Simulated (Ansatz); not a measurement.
## NbRu3: the change of pressure and energy less free atoms with volume per atom

Periodic Kohn-Sham DFT of a crystal at fixed atoms; pressure and stress are positive in compression; the energy is the free energy less that of spherical unpolarised free atoms; site moments are those in the method's own spheres, positive along +z. The results are calculated, by Ansatz 0.2.0.

Cell of the first row (space group Pm-3m, No. 221):
```
CELL_PARAMETERS angstrom
3.80080 0.00000 0.00000
0.00000 3.80080 0.00000
0.00000 0.00000 3.80080
ATOMIC_POSITIONS crystal
Nb 0.00000 0.00000 0.00000
Ru 0.00000 0.50000 0.50000
Ru 0.50000 0.00000 0.50000
Ru 0.50000 0.50000 0.00000
```

Settings of every row: method all-electron LAPW; functional LDA; relativity scalar; k mesh 9x9x9; filling fermi-dirac; smearing width 0.05 eV; basis error target 1 meV/atom; nucleus gaussian.

Atom start moment: 0 on all atoms.

| row | volume per atom (Å³) | pressure (GPa) | energy less free atoms (eV/atom) |
| --- | --- | --- | --- |
| 1 | 13.727 | 7.044 | -10.9784 |
| 2 | 14.019 | 0.19 | -10.9849 |
| 3 | 14.311 | -5.929 | -10.9796 |
| 4 | 14.457 | -8.737 | -10.9729 |
| 5 | 14.603 | -11.388 | -10.9637 |
| 6 | 14.749 | -13.892 | -10.9522 |
| 7 | 14.895 | -16.256 | -10.9384 |
| 8 | 15.187 | -20.592 | -10.9048 |
| 9 | 15.479 | ? | ? |

Question: what pressure and energy less free atoms should row 9 give?

Worked fit of pressure. Take u = (V_r/V)^(2/3) − 1 with V_r = 14.53 Å³ an atom, which is twice the finite (Eulerian) strain; such expansions in the strain, on which the Birch-Murnaghan equation of state is built, carry the rest volume and the bulk modulus. The shown rows have u = 0.03863, 0.02416, 0.01018, 0.00336, -0.00334, -0.00992, -0.0164, -0.02905. Least squares give pressure = −10.0816 + 395.756 × u + 1195.13 × u² + 932 × u³ GPa; a parabola predicts inner rows, each left out in turn, worse (root mean square 0.0094 against 0.002 GPa). The rows lie off it by 0.000, -0.001, -0.001, 0.001, 0.002, -0.001, -0.001, 0.001. The pressure vanishes at u = 0.0237, or V = 14.03 Å³ an atom, and there the bulk modulus at fixed shape and fractions is B = −V dP/dV = (2/3)(1 + u) dP/du = 310 GPa. The withheld row has u = -0.0413, so the fit gives −10.0816 + 395.756 × (-0.0413) + 1195.13 × (-0.0413)² + 932 × (-0.0413)³ = -24.453 GPa.

The calculation gave -24.448 GPa. The fit lies 0.005 GPa (0.016 % of the column's range) below it; its largest miss of a shown row is 0.002 GPa. This row lies beyond the range of the fit.

Worked fit of energy less free atoms. Take u = (V_r/V)^(2/3) − 1 with V_r = 14.53 Å³ an atom, which is twice the finite (Eulerian) strain; such expansions in the strain, on which the Birch-Murnaghan equation of state is built, carry the rest volume and the bulk modulus. The shown rows have u = 0.03863, 0.02416, 0.01018, 0.00336, -0.00334, -0.00992, -0.0164, -0.02905. Least squares give energy less free atoms = −10.9686 − 1.3721 × u + 28.629 × u² + 8.5 × u³ eV/atom; a parabola predicts inner rows, each left out in turn, worse (root mean square 8.5e-05 against 3.3e-05 eV/atom). All shown rows lie on it to the printed digit. Its lowest point lies at u = 0.0237, or V = 14.03 Å³ an atom, and the curvature there gives the bulk modulus at fixed shape and fractions, B = (4/9)(1 + u)² E″(u)/V = 311 GPa. The withheld row has u = -0.0413, so the fit gives −10.9686 − 1.3721 × (-0.0413) + 28.629 × (-0.0413)² + 8.5 × (-0.0413)³ = -10.8637 eV/atom.

The calculation gave -10.8636 eV/atom. The fit lies 0.0001 eV/atom (0.082 % of the column's range) below it, one unit of the last digit. This row lies beyond the range of the fit.
